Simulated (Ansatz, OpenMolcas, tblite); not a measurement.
**How methods differ on CH5BO (SMILES CBO)**

CH5BO has 8 atoms, charge 0, and is taken as a singlet. As SMILES, `CBO`. The coordinates come from a PBE0-D4/def2-TZVP relaxation. This is one conformer, not always the lowest.

Each level gives the vertical electron affinity (to the doublet anion) (eV). The values are calculated.

The electron affinity is E(neutral) − E(anion): positive where the electron is bound.

| level | kind | program | value (eV) | CPU time (all runs) |
| --- | --- | --- | --- | --- |
| GFN1-xTB | semi-empirical | tblite | 1.89 | under 2 s |
| HF/6-311+G** | Hartree–Fock | Ansatz | -1.44 | 13 s |
| SVWN5/6-311+G** | LDA | OpenMolcas | -0.79 | 67 s |
| BLYP/6-311+G** | GGA | Ansatz | -0.94 | 41 s |
| revPBE/6-311+G** | GGA | OpenMolcas | -0.89 | 93 s |
| BHLYP/6-311+G** | global hybrid | OpenMolcas | -1.12 | 83 s |
| CAM-B3LYP/6-311+G** | range-separated hybrid | Ansatz | -1.05 | 37 s |
| B2PLYP/6-311+G** | double hybrid | Ansatz | -1.08 | 45 s |
| RPA@PBE0/6-311+G** | RPA | Ansatz | -0.93 | 92 s |
| CCSD/6-311+G** | coupled cluster or CI | Ansatz | -1.20 | 88 s |

Where it was recorded, the anion's HOMO is positive in HF/6-311+G**, SVWN5/6-311+G**, BLYP/6-311+G**, revPBE/6-311+G**, BHLYP/6-311+G**, CAM-B3LYP/6-311+G**, B2PLYP/6-311+G**: a fault of the level (basis or self-interaction), which says nothing on whether the real anion is bound. The values span -1.44 to 1.89 eV. The xTB values lack the empirical shift that such differences need. The second state's dipole differs much between rows, so they may not all be the same state. The levels disagree on the sign; a negative value means an electron held by the basis alone. Negative values mean that the anion is unbound at that level; they are set by how diffuse the basis is and aren't properties of the molecule, whose anion may well be bound. CPU times are rough (shared hosts, several kinds of processor and program).

Every ab initio and density-functional level puts the vertical electron affinity below zero, from -0.79 eV with SVWN5 to -1.44 eV with Hartree–Fock. GFN1-xTB alone gives a positive value, and its sign carries no chemical weight. CCSD lies between Hartree–Fock and all the density-functional rows, probably because correlation stabilises the system with the extra electron more than the neutral.

The molecule is a borinic acid, whose tricoordinate boron has a formally empty p orbital as the natural acceptor site. The neighbouring hydroxyl oxygen donates lone-pair density into it, pushing the B–O antibonding π* combination up in energy and weakening the Lewis acidity. With no extended π system to delocalise an added electron, a strongly bound valence anion would be unexpected. The spread among the negative values is therefore no measure of how accurately each method describes electron attachment to boron. Nor do these vertical energies show how far pyramidalisation at boron, which would mix s character into the acceptor orbital, could stabilise the anion.
